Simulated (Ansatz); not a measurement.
# A series in volume scale on ZnAu

Free energy against uniform scaling of the volume at fixed shape and fractions; periodic cell, basis, potentials, k mesh and filling as listed. The results are calculated, by Ansatz 0.2.0.

The cell before it is scaled or strained (space group Pm-3m, No. 221):
```
CELL_PARAMETERS angstrom
3.14700 0.00000 0.00000
0.00000 3.14700 0.00000
0.00000 0.00000 3.14700
ATOMIC_POSITIONS crystal
Zn 0.50000 0.50000 0.50000
Au 0.00000 0.00000 0.00000
```

Settings of every row: functional PBE; dispersion none; potentials PAW; wave cutoff 320 eV; density cutoff 1280 eV; k mesh 7x7x7; k shift 0x0x0; occupations fermi dirac; smearing width 0.1 eV; spin none.

Limits: coarse k mesh, up to 40 meV an atom off; cutoff under the advised one; no spin-orbit coupling, which can matter with elements this heavy.

```csv
row,volume scale,V (Å³/atom),energy above lowest point (meV/atom)
1,0.88,13.713,193.6
2,0.92,14.337,?
3,0.96,14.96,37.7
4,1,15.583,7.4
5,1.04,16.207,0
6,1.08,16.83,8.6
7,1.12,17.453,31.6
```

Question: what energy above lowest point should row 2 give?

Worked fit of energy above lowest point. Take u = (V_r/V)^(2/3) − 1 with V_r = 15.895 Å³ an atom, which is twice the finite (Eulerian) strain; such expansions in the strain, on which the Birch-Murnaghan equation of state is built, carry the rest volume and the bulk modulus. The shown rows have u = 0.10345, 0.04124, 0.0133, -0.01288, -0.03739, -0.06043. Least squares give energy above lowest point = 1.13 + 293.62 × u + 13900.6 × u² + 12038 × u³ meV/atom; a parabola predicts inner rows, each left out in turn, worse (root mean square 2 against 0.5 meV/atom). The rows lie off it by 0.0, 0.0, -0.1, 0.4, -0.4, 0.1. Its lowest point lies at u = -0.0107, or V = 16.15 Å³ an atom, and the curvature there gives the bulk modulus at fixed shape and fractions, B = (4/9)(1 + u)² E″(u)/V = 117 GPa. The withheld row has u = 0.07119, so the fit gives 1.13 + 293.62 × (0.07119) + 13900.6 × (0.07119)² + 12038 × (0.07119)³ = 96.8 meV/atom.

The calculation gave 97.1 meV/atom. The fit lies 0.3 meV/atom (0.15 % of the column's range) below it; its largest miss of a shown row is 0.4 meV/atom.
